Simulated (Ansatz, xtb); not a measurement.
## Strength of the P–In bond: PH3(InH3) → InH3 + PH3

Species: PH3(InH3), singlet; InH3 `[InH3]`, singlet; PH3 (phosphine) `P`, singlet. 

Shapes, held fixed at every level: PBE0-D4/def2-TZVP. Programs: Ansatz 0.2.0, xtb 6.7.1. The zero-point and thermal change to 298 K, harmonic and unscaled (PBE0-D4/def2-TZVP), is -6.9 kJ/mol.

| level | kind | ΔH(298 K) (kJ/mol) | less CCSD(T)/def2-TZVPP |
| --- | --- | --- | --- |
| GFN0-xTB | semi-empirical | +72.1 | +33.3 |
| HF/def2-TZVPP | Hartree–Fock | +20.5 | -18.3 |
| r2SCAN-D4/def2-TZVPP | meta-GGA | +45.2 | +6.4 |
| B3LYP-D4/def2-TZVPP | global hybrid | +38.5 | -0.3 |
| PBE0-D4/def2-TZVPP | global hybrid | +45.0 | +6.2 |
| wB97X-V/def2-TZVPP | range-separated hybrid | +41.2 | +2.4 |
| B2PLYP/def2-TZVPP | double hybrid | +33.9 | -4.9 |
| CCSD(T)/def2-SVP | coupled cluster or CI | +35.1 | -3.7 |
| CCSD(T)/def2-TZVPP | coupled cluster or CI | +38.8 | 0.0 |

The highest level, CCSD(T)/def2-TZVPP, gives ΔH(298 K) = +38.8 kJ/mol; the levels span +20.5 to +72.1. A fragment pairs its electrons up again, so this isn't a typical strength of such a bond. The column of differences is taken from that level and isn't an error. No measured value is set beside it here. For atoms past krypton def2 sets carry core potentials with scalar relativity. Correlated rows may include outer-core shells of In, which these sets cover unevenly.

The positive enthalpy at every level describes a modest donor–acceptor bond: the phosphorus lone pair donates into the vacant, largely 5p orbital of indium, and cleavage returns both electrons to phosphine. The bond is weak because that lone pair has much s character and is a poor σ donor, while the diffuse indium orbital overlaps with it only moderately. InH3 must also give up its preferred planar shape to bind, which costs part of the gain.

Hartree–Fock recovers only about half of the coupled-cluster value, probably because it misses the dispersion and other correlation between the polarisable fragments. Enlarging the coupled-cluster basis strengthens the bond by 3.7 kJ/mol, so the near-coincidence of B3LYP-D4 with the larger-basis result is too close to establish its accuracy. The semi-empirical value stands well apart and is no guide to the strength of this contact. An endothermic dissociation doesn't show that the adduct would persist, since entropy favours separation and loss of H2 offers another route of decay.
